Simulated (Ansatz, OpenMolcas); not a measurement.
How basis sets differ on C8H6BF3Se (SMILES CC#CB1C=CC=C(C(F)(F)F)[Se]1)

The species is C8H6BF3Se (19 atoms), meant as a singlet with charge 0. SMILES: `CC#CB1C=CC=C(C(F)(F)F)[Se]1`. Geometry: a GFN2-xTB relaxation, a rough one for these elements and not checked as a minimum.

Quantity: the HOMO–LUMO gap, in eV. The values are calculated.

```
                    level          kind     program  value (eV)  CPU time
                HF/STO-3G  Hartree–Fock      Ansatz       11.16     7.9 s
                 HF/3-21G  Hartree–Fock      Ansatz        9.99      14 s
               HF/pcseg-0  Hartree–Fock  OpenMolcas        9.96      26 s
HF/pcseg-0 (RICD fitting)  Hartree–Fock  OpenMolcas        9.98      16 s
              HF/def2-SVP  Hartree–Fock      Ansatz        9.92      47 s
```

All-electron rows without a relativistic Hamiltonian named are non-relativistic. The values span 9.92 to 11.16 eV. A Hartree–Fock LUMO above zero doesn't converge with the basis: it sinks as sets grow more diffuse. Orbital gaps aren't excitation energies. CPU times are rough (shared hosts, several kinds of processor): they show what a rung costs within a factor of a few.

The gap depends mainly on the step from a minimal to a split-valence basis: it falls from 11.16 eV with STO-3G to 9.99 eV with 3-21G, and the remaining sets stay close to the latter. A minimal basis gives each valence shell a single fixed radial shape, which suits an antibonding orbital poorly and places it too high. Splitting the valence shell lets the orbital expand and relax. Here the LUMO is probably a ring π* orbital with a sizeable contribution from the formally empty boron p orbital, while selenium lone-pair character likely enters the HOMO.

Polarisation functions, present in def2-SVP but not in 3-21G or pcseg-0, matter little for this gap, as expected if both frontier orbitals are π-type and built mostly from valence p functions. The RICD fitting is equally harmless, moving the pcseg-0 value only from 9.96 to 9.98 eV. Close agreement in the gap doesn't show that the separate HOMO and LUMO energies are equally settled, since parallel shifts cancel in the difference.
